# pVp and one-electron spin-orbit integrals from differentiated attraction integrals

## Conventions

Hartree atomic units are used ($\hbar=m_e=e=4\pi\epsilon_0=1$), so $c=137.036$, $\mathbf p=-i\nabla$, $\mathbf L=\mathbf r\times\mathbf p$ and $\mathbf S=\boldsymbol\sigma/2$. The Pauli matrices obey $\sigma_i\sigma_j=\delta_{ij}+i\sum_k\epsilon_{ijk}\sigma_k$. $V(\mathbf r)$ is a real, local, spin-free potential energy; for point nuclei $V=-\sum_C Z_C/|\mathbf r-\mathbf C|$. Operators act on everything to their right, except that $\nabla V$, $\nabla^2V$ and $dV/dr$ are functions. The basis functions are real, unnormalised Cartesian Gaussians,

$$\chi_{\mathbf a}=(x-A_x)^{a_x}(y-A_y)^{a_y}(z-A_z)^{a_z}e^{-\alpha|\mathbf r-\mathbf A|^2},$$

and $\chi_{\mathbf b}$ has powers $\mathbf b$, centre $\mathbf B$ and exponent $\beta$. The attraction integral is $V(\mathbf a,\mathbf b)=\langle\chi_{\mathbf a}|V|\chi_{\mathbf b}\rangle$, and $\mathbf 1_i$ raises the power $i$ by one.

## Statement

**A. Spin separation.**

$$\hat W\equiv(\boldsymbol\sigma\cdot\mathbf p)V(\boldsymbol\sigma\cdot\mathbf p)=\mathbf p\cdot V\mathbf p+i\boldsymbol\sigma\cdot(\mathbf p\times V\mathbf p)=\mathbf p\cdot V\mathbf p+\boldsymbol\sigma\cdot(\nabla V\times\mathbf p).\tag{1}$$

**B. Matrix elements.** With $D_{ij}=\langle\partial_i\chi_{\mathbf a}|V|\partial_j\chi_{\mathbf b}\rangle$,

$$\langle\chi_{\mathbf a}|\hat W|\chi_{\mathbf b}\rangle=W^0+i\boldsymbol\sigma\cdot\mathbf W,\qquad W^0=\sum_iD_{ii},\qquad W^k=\sum_{ij}\epsilon_{ijk}D_{ij}.\tag{2}$$

As matrices in the basis, $W^0$ (the pVp integrals) is real symmetric and each $W^k$ (the spin-orbit integrals) is real antisymmetric.

**C. Reduction to attraction integrals.**

$$D_{ij}=a_ib_jV(\mathbf a-\mathbf 1_i,\mathbf b-\mathbf 1_j)-2\beta a_iV(\mathbf a-\mathbf 1_i,\mathbf b+\mathbf 1_j)-2\alpha b_jV(\mathbf a+\mathbf 1_i,\mathbf b-\mathbf 1_j)+4\alpha\beta V(\mathbf a+\mathbf 1_i,\mathbf b+\mathbf 1_j),\tag{3}$$

which also equals $\partial^2V(\mathbf a,\mathbf b)/\partial A_i\partial B_j$ at fixed nuclear positions $\mathbf C$.

**D. Energy.** To first order in $c^{-2}$ a nonrelativistic level $E_0$ is shifted by the eigenvalues, within that level, of $(\hat W-E_0\mathbf p^2)/4c^2$.

**E. Central field.** For $V=V(r)$ the spin-dependent part of $\hat W$ is $r^{-1}(dV/dr)\,\boldsymbol\sigma\cdot\mathbf L$. For $V=-Z/r$ and $l\ge1$ the spin-orbit energy in a shell $nl$ is $\zeta_{nl}\,\mathbf L\cdot\mathbf S$ with

$$\zeta_{nl}=\frac{Z}{2c^2}\langle r^{-3}\rangle,\qquad\langle r^{-3}\rangle=\frac{Z^3}{n^3\,l\,(l+\frac12)(l+1)},\tag{4}$$

and the level $j=l+\frac12$ lies $(l+\frac12)\zeta_{nl}$ above $j=l-\frac12$.

## Proof of A

$V$ commutes with the Pauli matrices, so $\hat W=\sum_{ij}\sigma_i\sigma_j\,p_iVp_j$. The Pauli product rule splits the sum into $\sum_ip_iVp_i$ and $i\sum_k\sigma_k\sum_{ij}\epsilon_{ijk}\,p_iVp_j$. This is the first form in (1); the order $p_iVp_j$ is kept throughout. The product rule of differentiation gives $p_iV=Vp_i-i(\partial_iV)$. In the antisymmetric sum the term $Vp_ip_j$ vanishes, because the components of $\mathbf p$ commute and $\epsilon_{ijk}$ annihilates a symmetric array. What remains is $\mathbf p\times V\mathbf p=-i\nabla V\times\mathbf p$, and multiplication by $i\boldsymbol\sigma$ gives the second form. Setting $V=1$ gives $(\boldsymbol\sigma\cdot\mathbf p)^2=\mathbf p^2$.

## Proof of B

One integration by parts moves the left momentum onto the bra,

$$\langle\chi_{\mathbf a}|p_iVp_j|\chi_{\mathbf b}\rangle=\langle p_i\chi_{\mathbf a}|V|p_j\chi_{\mathbf b}\rangle=(-i)^*(-i)\,D_{ij}=D_{ij}.$$

The surface term at infinity vanishes by the Gaussian decay. Around a point nucleus, exclude a sphere of radius $\varepsilon$: the functions and their gradients are bounded, $V\sim\varepsilon^{-1}$ and the area is $4\pi\varepsilon^2$, so this surface term is $O(\varepsilon)$ and vanishes too. The volume integrands diverge at worst as $r^{-2}$, which is integrable in three dimensions. Inserting $D_{ij}$ in the first form of (1) gives (2).

For real functions $D_{ij}(\mathbf a,\mathbf b)=D_{ji}(\mathbf b,\mathbf a)$. The trace is therefore symmetric under $\mathbf a\leftrightarrow\mathbf b$ and the contraction with $\epsilon_{ijk}$ changes sign. Hence $iW^k$ is Hermitian and has no diagonal element in a real basis. In the spin basis $(\uparrow,\downarrow)$,

$$W=\begin{pmatrix}W^0+iW^z&W^y+iW^x\\-W^y+iW^x&W^0-iW^z\end{pmatrix}.$$

The second form of (1) shows that $i\mathbf W=\langle\chi_{\mathbf a}|\nabla V\times\mathbf p|\chi_{\mathbf b}\rangle$. The usual spin-orbit integral over $Z_C\,\mathbf r_C\times\mathbf p/r_C^3$, with $\mathbf r_C=\mathbf r-\mathbf C$, is thus obtained without any integral over $r_C^{-3}$.

## Proof of C

Differentiating one Cartesian factor gives

$$\partial_i\chi_{\mathbf a}=a_i\chi_{\mathbf a-\mathbf 1_i}-2\alpha\chi_{\mathbf a+\mathbf 1_i}.\tag{5}$$

Using (5) in bra and ket of $D_{ij}$ and multiplying out yields the four terms of (3). A term with a negative power carries the factor $a_i=0$ or $b_j=0$ and is absent. Since $\chi_{\mathbf a}$ depends on $\mathbf r-\mathbf A$ only, $\partial_i\chi_{\mathbf a}=-\partial\chi_{\mathbf a}/\partial A_i$; the two minus signs cancel, which proves the second statement in C.

A shell pair $(l_a,l_b)$ thus needs the four attraction classes $(l_a\pm1,l_b\pm1)$. These classes must be complete Cartesian sets even when the basis is spherical: $\partial_x(xe^{-\alpha r^2})$ contains $x^2e^{-\alpha r^2}$, which has an $r^2e^{-\alpha r^2}$ part that the five spherical d functions lack. The spherical transformation is applied to $W^0$ and $W^k$ afterwards. In contracted functions each raised primitive is weighted by its own exponent.

**The attraction integrals.** Let $p=\alpha+\beta$, $\mu=\alpha\beta/p$, $\mathbf P=(\alpha\mathbf A+\beta\mathbf B)/p$, $\mathbf D=\mathbf A-\mathbf B$, $\mathbf u=\mathbf P-\mathbf C$ and $K=e^{-\mu D^2}$. Completing the square turns the two exponentials into $Ke^{-p|\mathbf r-\mathbf P|^2}$. Write $r_C^{-1}=2\pi^{-1/2}\int_0^\infty e^{-s^2r_C^2}ds$, complete the square again, and substitute $t^2=s^2/(p+s^2)$. Then $p+s^2=p/(1-t^2)$, $ds=p^{1/2}(1-t^2)^{-3/2}dt$, the new centre is $\mathbf Q=\mathbf P-t^2\mathbf u$, and the new prefactor is $e^{-pu^2t^2}$. The volume of the Gaussian, $(\pi/p)^{3/2}(1-t^2)^{3/2}$, cancels the singular factor of $ds$, and for one nucleus

$$V(\mathbf a,\mathbf b)=-Z\frac{2\pi}{p}K\int_0^1e^{-pu^2t^2}\,I_xI_yI_z\,dt.\tag{6}$$

Here $I_x$ is the mean of $(x-A_x)^{a_x}(x-B_x)^{b_x}$ over a normal distribution with centre $Q_x$ and variance $(1-t^2)/2p$. It is a polynomial in $t^2$, so (6) is a finite combination of

$$\Theta_m=-Z\frac{2\pi}{p}KF_m(pu^2),\qquad F_m(T)=\int_0^1t^{2m}e^{-Tt^2}dt,$$

where $F_m$ is the Boys function and $dF_m/dT=-F_{m+1}$.

**Highest order needed.** In $I_x$ each linear factor supplies at most one power of $t^2$ through $Q_x$, while the variance supplies one power for two factors. The leading term of $I_x$ is therefore $(-u_xt^2)^{a_x+b_x}$. With $L=l_a+l_b$, only the last term of (3) reaches $\Theta_{L+2}$, and its coefficient depends on $i$ and $j$ through $u_iu_j$ alone. This survives in the trace and cancels in the antisymmetric sum: $W^0$ needs $F_0,\dots,F_{L+2}$, and $W^k$ at most $F_{L+1}$.

**Two s functions.** Here $V(\mathbf 0,\mathbf 0)=\Theta_0$. The derivatives are $\partial K/\partial A_i=-2\mu D_iK$, $\partial K/\partial B_j=2\mu D_jK$, $\partial F_m/\partial A_i=-2\alpha u_iF_{m+1}$, $\partial F_m/\partial B_j=-2\beta u_jF_{m+1}$, $\partial D_j/\partial A_i=\delta_{ij}$ and $\partial u_j/\partial A_i=\alpha\delta_{ij}/p$. Collecting terms,

$$D_{ij}=(2\mu\delta_{ij}-4\mu^2D_iD_j)\Theta_0+(4\mu\beta D_iu_j-4\mu\alpha u_iD_j-2\mu\delta_{ij})\Theta_1+4\alpha\beta u_iu_j\Theta_2.$$

The trace is

$$W^0=(6\mu-4\mu^2D^2)\Theta_0+[4\mu(\beta-\alpha)\mathbf D\cdot\mathbf u-6\mu]\Theta_1+4\alpha\beta u^2\Theta_2 .$$

The antisymmetric part is $4\mu(\alpha+\beta)\,\mathbf D\times\mathbf u\,\Theta_1$. Writing $\mathbf D=(\mathbf A-\mathbf C)-(\mathbf B-\mathbf C)$ and $p\,\mathbf u=\alpha(\mathbf A-\mathbf C)+\beta(\mathbf B-\mathbf C)$ gives $\mathbf D\times\mathbf u=(\mathbf A-\mathbf C)\times(\mathbf B-\mathbf C)$, so

$$\mathbf W=4\alpha\beta\,\Theta_1\,(\mathbf A-\mathbf C)\times(\mathbf B-\mathbf C).$$

Two s functions have a spin-orbit integral only when the three centres are not collinear, and it points along the normal of their plane.

## Proof of D

The premise is the Dirac equation for an electron in $V$, with energies counted from $c^2$:

$$(V-E)\psi^L+c\,\boldsymbol\sigma\cdot\mathbf p\,\psi^S=0,\qquad c\,\boldsymbol\sigma\cdot\mathbf p\,\psi^L+(V-2c^2-E)\psi^S=0 .$$

Expand $\psi^L$ in spin-orbitals $\chi_\nu$ with coefficients $\mathbf x^L$, and $\psi^S$ in the functions $(2c)^{-1}\boldsymbol\sigma\cdot\mathbf p\,\chi_\nu$ with coefficients $\mathbf x^S$ (restricted kinetic balance). Project each equation on its own set and use $(\boldsymbol\sigma\cdot\mathbf p)^2=\mathbf p^2$. With $\mathsf S$, $\mathsf T$, $\mathsf V$ and $\mathsf W$ the matrices of $1$, $\mathbf p^2/2$, $V$ and $\hat W$,

$$\begin{pmatrix}\mathsf V&\mathsf T\\ \mathsf T&\mathsf W/4c^2-\mathsf T\end{pmatrix}\begin{pmatrix}\mathbf x^L\\ \mathbf x^S\end{pmatrix}=E\begin{pmatrix}\mathsf S&0\\0&\mathsf T/2c^2\end{pmatrix}\begin{pmatrix}\mathbf x^L\\ \mathbf x^S\end{pmatrix}.\tag{7}$$

No expansion has been made. The matrix $\mathsf W$ is the only one beyond the nonrelativistic set, and $\mathbf W$ carries all the spin dependence; dropping it leaves a real spin-free problem.

Write (7) as $(\mathsf H_0+\mathsf H_1)\mathbf x=E(\mathsf M_0+\mathsf M_1)\mathbf x$, where $\mathsf H_1$ and $\mathsf M_1$ hold only the blocks $\mathsf W/4c^2$ and $\mathsf T/2c^2$. At zeroth order the lower row reads $\mathsf T(\mathbf x^L_0-\mathbf x^S_0)=0$. Since $\mathsf T$ is positive definite, $\mathbf x^S_0=\mathbf x^L_0$, and the upper row becomes the Schrödinger problem $(\mathsf T+\mathsf V)\mathbf x^L_0=E_0\mathsf S\mathbf x^L_0$. At first order, $(\mathsf H_0-E_0\mathsf M_0)\mathbf x_1+(\mathsf H_1-E_0\mathsf M_1)\mathbf x_0=E_1\mathsf M_0\mathbf x_0$. Multiplying from the left by any zeroth-order vector of the level removes $\mathbf x_1$. For normalised nonrelativistic spin-orbitals $\phi,\phi'$ of that level, $E_1$ is an eigenvalue of the matrix

$$\langle\phi|\hat W-E_0\mathbf p^2|\phi'\rangle/4c^2,\tag{8}$$

which proves D.

The spin-free part of (8) contains the familiar Pauli terms. The double commutator $\sum_i[p_i,[p_i,V]]=\mathbf p^2V-2\,\mathbf p\cdot V\mathbf p+V\mathbf p^2$ equals $-\nabla^2V$, so

$$\mathbf p\cdot V\mathbf p=\tfrac12(\mathbf p^2V+V\mathbf p^2)+\tfrac12\nabla^2V.\tag{9}$$

For an exact eigenfunction $(V-E_0)\phi=-\frac12\mathbf p^2\phi$, and the spin-free shift becomes $-\langle\mathbf p^2\phi|\mathbf p^2\phi\rangle/8c^2+\langle\nabla^2V\rangle/8c^2$, the mass-velocity and Darwin terms. In a finite basis that relation fails and the two forms differ; (8) is the one that follows from (7).

## Proof of E

For central $V$, $\nabla V=(dV/dr)\,\mathbf r/r$, so $\nabla V\times\mathbf p=r^{-1}(dV/dr)\mathbf L$. The spin-dependent part of (8) is then $(2c^2r)^{-1}(dV/dr)\,\mathbf L\cdot\mathbf S$, since $\boldsymbol\sigma=2\mathbf S$. For $V=-Z/r$, $dV/dr=Z/r^2$. The operator commutes with $\mathbf L^2$, so it does not couple different $l$ within a degenerate hydrogenic level, and the radial average gives the first part of (4). From $\mathbf J=\mathbf L+\mathbf S$, $2\mathbf L\cdot\mathbf S=j(j+1)-l(l+1)-\frac34$, which is $l$ for $j=l+\frac12$ and $-(l+1)$ for $j=l-\frac12$. The shifts are $l\zeta/2$ and $-(l+1)\zeta/2$, their difference is $(l+\frac12)\zeta$, and their mean weighted by the degeneracies $2l+2$ and $2l$ is zero.

The radial average follows in three steps. Let $u=rR(r)$ be real and normalised, with $u''=2(U-E)u$ and $U=l(l+1)/2r^2-Z/r$.

1. *Spectrum for real $l$.* Put $u=r^{l+1}e^{-\kappa r}\sum_kc_kr^k$ and $E=-\kappa^2/2$. The equation gives $(k+1)(k+2l+2)c_{k+1}=2[\kappa(k+l+1)-Z]c_k$. An unending series grows as $e^{2\kappa r}$, so it must stop at some $k=n_r$, and $E=-Z^2/2(n_r+l+1)^2$. Nothing here requires $l$ to be an integer; for integer $l$, $n=n_r+l+1$.

2. *The average of $r^{-2}$.* The Hellmann–Feynman theorem with $l$ as parameter at fixed $n_r$ gives $\partial E/\partial l=\langle\partial U/\partial l\rangle$, that is $Z^2/n^3=(l+\frac12)\langle r^{-2}\rangle$.

3. *Force balance.* Multiply the radial equation by $u'$ and integrate. The left side is $-\frac12u'(0)^2$. The right side, $\int(U-E)(u^2)'dr$, is $-\langle U'\rangle$ plus a boundary term of order $r^{2l}$ at the origin. For $l\ge1$, $u\sim r^{l+1}$ makes both $u'(0)$ and the boundary term vanish, so $\langle U'\rangle=0$, or $l(l+1)\langle r^{-3}\rangle=Z\langle r^{-2}\rangle$.

Steps 2 and 3 give the second part of (4). For $l=0$ the average $\langle r^{-3}\rangle$ diverges while $\mathbf L$ gives zero. Form (2) has no such ambiguity: two s functions on the nucleus have parallel gradients, and $\mathbf W=0$.

## Range of validity

Statements A to C are identities. They need a local spin-free $V$ and a vanishing surface term, which holds for bounded gradients and a singularity weaker than $r^{-2}$. For a Gaussian nuclear charge, $V=-Z\,\mathrm{erf}(\eta^{1/2}r_C)/r_C$, the $s$ integral ends at $\eta^{1/2}$, the upper limit in (6) becomes $[\eta/(p+\eta)]^{1/2}$, and (3) is unchanged. For a nonlocal spin-free $V$, (2) and (3) survive but the $\nabla V$ form does not. In a magnetic field $\mathbf p$ is replaced by $\boldsymbol\pi=\mathbf p+\mathbf A_{\rm v}$, with vector potential $\mathbf A_{\rm v}$ and induction $\mathbf B_{\rm m}=\nabla\times\mathbf A_{\rm v}$. Then $\boldsymbol\pi\times\boldsymbol\pi=-i\mathbf B_{\rm m}$, the last form of (1) gains the term $V\boldsymbol\sigma\cdot\mathbf B_{\rm m}$, and field-dependent functions, being complex, lose the real symmetry stated in B.

Statements D and E are first order in $c^{-2}$ and assume that the shift is small against the distance to other nonrelativistic levels. The exact Dirac energies of the hydrogenic $n=2$ levels for a fixed point nucleus, quoted here as a standard result with $\xi=(Z/c)^2$ and the rest energy included, are

$$E(2p_{3/2})=c^2\sqrt{1-\xi/4},\qquad E(2p_{1/2})=c^2\sqrt{\tfrac12\left(1+\sqrt{1-\xi}\right)} .$$

Their expansions are $c^2(1-\xi/8-\xi^2/128-\xi^3/1024)$ and $c^2(1-\xi/8-5\xi^2/128-21\xi^3/1024)$, so the interval is $(c^2\xi^2/32)(1+5\xi/8+\dots)$. The first-order interval is too small by about 1.0 per cent at $Z=17$. Heavier atoms call for (7) itself, which uses the same integrals. In many-electron systems the nuclear term is only the one-electron part: the two-electron spin-orbit terms typically screen it and are of the same order of magnitude in light atoms, and (4) for $\langle r^{-3}\rangle$ no longer applies. Radiative effects, nuclear motion and nuclear spin lie outside the premises.

## Illustration: the 2p fine structure of hydrogen

**Exact orbitals.** Take $Z=1$, $\phi_x=Nxe^{-r/2}$ and $\phi_y=Nye^{-r/2}$ with $N^2=1/32\pi$. Differentiation gives

$$\partial_x\phi_x\,\partial_y\phi_y-\partial_y\phi_x\,\partial_x\phi_y=N^2e^{-r}\left[1-\frac{x^2+y^2}{2r}\right],$$

because the terms in $x^2y^2$ cancel. The angular mean of $x^2+y^2$ is $2r^2/3$, so

$$W^z_{xy}=-4\pi N^2\int_0^\infty re^{-r}\left(1-\frac r3\right)dr=-\frac18\left(1-\frac23\right)=-\frac1{24}.$$

By cyclic symmetry $W^k_{ab}=-\epsilon_{kab}/24$. Since $(L_k)_{ab}=-i\epsilon_{kab}$ in the basis $x,y,z$, this says $iW^k=L_k/24$, as E requires with $\langle r^{-3}\rangle=1/(8\cdot1\cdot\frac32\cdot2)=1/24$. Hence $\zeta_{2p}=1/48c^2$.

For the scalar part, $|\nabla\phi_x|^2=N^2e^{-r}(1-x^2/r+x^2/4)$, and

$$W^0_{xx}=-4\pi N^2\int_0^\infty re^{-r}\left(1-\frac r3+\frac{r^2}{12}\right)dr=-\frac18\left(1-\frac23+\frac12\right)=-\frac5{48}.$$

Equation (9) confirms this: $\nabla^2V$ is a contact term that vanishes for $l=1$, and $2E_0\langle V\rangle-2\langle V^2\rangle=\frac1{16}-\frac16=-\frac5{48}$, with $E_0=-\frac18$, $\langle V\rangle=-\frac14$ and $\langle r^{-2}\rangle=\frac1{12}$. With $\langle\mathbf p^2\rangle=\frac14$ the spin-free shift from (8) is $(-\frac5{48}+\frac1{32})/4c^2=-7/384c^2$. Adding $-\zeta$ and $+\zeta/2$ gives

$$E_1(2p_{1/2})=-\frac{5}{128c^2},\qquad E_1(2p_{3/2})=-\frac{1}{128c^2},$$

which are the $\xi^2$ terms of the Dirac expansions. With $E_h/c^2=11.687$ cm$^{-1}=350.38$ GHz, the shifts are $-0.457$ and $-0.091$ cm$^{-1}$, $\zeta_{2p}=0.243$ cm$^{-1}$, and the interval is $\Delta=1/32c^2=0.365$ cm$^{-1}=10.95$ GHz.

**Gaussian basis.** For $xe^{-\alpha r^2}$ and $ye^{-\beta r^2}$ on the nucleus, (3) gives $D_{xy}=[1]-2\beta[y^2]-2\alpha[x^2]+4\alpha\beta[x^2y^2]$ and $D_{yx}=4\alpha\beta[x^2y^2]$, where $[f]=-Z\int fe^{-pr^2}r^{-1}d^3r$. The radial integrals are $[1]=-2\pi Z/p$, $[x^2]=[y^2]=-2\pi Z/3p^2$ and $[x^2r^2]=-4\pi Z/3p^3$. Therefore

$$W^z_{xy}=-\frac{2\pi Z}{3p},\qquad W^0_{xx}=[1]-2p[x^2]+4\alpha\beta[x^2r^2]=-\frac{2\pi Z}{3p}\left(1+\frac{8\alpha\beta}{p^2}\right).$$

The overlap of two $x$ functions is $\pi^{3/2}/2p^{5/2}$. After normalisation, with $k=4/(3\sqrt\pi)$,

$$S=\left(\frac{2\sqrt{\alpha\beta}}{p}\right)^{5/2},\quad T=\frac{5\alpha\beta}{p}S,\quad V=-Zk\,p^{1/2}S,\quad-\frac{W^z_{xy}}{Z}=k\,p^{3/2}S .$$

The last quantity is the matrix of $r^{-3}$, and $\Delta=\frac32\zeta=3\langle r^{-3}\rangle/4c^2$. For one function, $E=5p/4-kp^{1/2}$ is least at $\alpha=32/225\pi=0.04527$, where $E=-16/45\pi$ and $\langle r^{-3}\rangle=2048/10125\pi^2$. The larger sets use the illustrative exponents $1/32$, $1/8$ and $1/2$, whose overlaps are $0.5724$ (neighbours) and $0.1519$. The lowest root of $\mathsf T+\mathsf V$ has coefficient ratios $1:0.4720$ for two functions and $1:0.4376:0.0557$ for three.

| exponents | $E_0/E_h$ | error, % | $\langle r^{-3}\rangle/a_0^{-3}$ | error, % | $\Delta$/GHz |
|---|---|---|---|---|---|
| 0.04527 | $-0.11318$ | 9.5 | 0.02049 | 50.8 | 5.39 |
| 1/32, 1/8 | $-0.12322$ | 1.4 | 0.03279 | 21.3 | 8.62 |
| 1/32, 1/8, 1/2 | $-0.12431$ | 0.5 | 0.04061 | 2.5 | 10.67 |
| exact orbital | $-0.12500$ | | 0.04167 | | 10.95 |

The errors are magnitudes relative to the exact orbital. The spin-orbit integral of two primitives grows as $p^{3/2}$ while the attraction grows as $p^{1/2}$, so the tight function, with a small coefficient, lowers the energy by less than one per cent and removes most of the deficit in $\Delta$. No variational bound holds for $\langle r^{-3}\rangle$; that all three sets fall below the exact value is a property of these sets.

**Neglected terms.** The value 10.95 GHz belongs to the model: a fixed point nucleus, an electron with $g=2$, and first order in $c^{-2}$. Three corrections can be sized. The next Dirac order, $5\xi/8$, adds 0.4 MHz. The other two rest on the standard semiclassical picture in which $\zeta$ is a magnetic term, proportional to $g$ and to the velocity of the electron relative to the nucleus, minus a Thomas-precession term proportional to the velocity of the electron alone. For a nucleus of mass $M$ this replaces the factor $2-1$ by $g(1+1/M)-1$. With the leading radiative value $g=2+1/\pi c$, the relative change is $1/\pi c=0.23$ per cent, or $+25$ MHz. With $1/M=5.45\times10^{-4}$ for the proton, the factor $1+2/M$ combines with the reduced-mass scaling $1-3/M$ of $\langle r^{-3}\rangle$ to $1-1/M$, or $-6$ MHz. Together these move the estimate to about 10.97 GHz. Hyperfine coupling, typically tens of MHz in these levels, splits each of them further, and $\Delta$ refers to the centroids. The fourth figure of the first-order value therefore describes the model only; for the atom it supports an interval of about 11 GHz, with $2p_{3/2}$ above $2p_{1/2}$.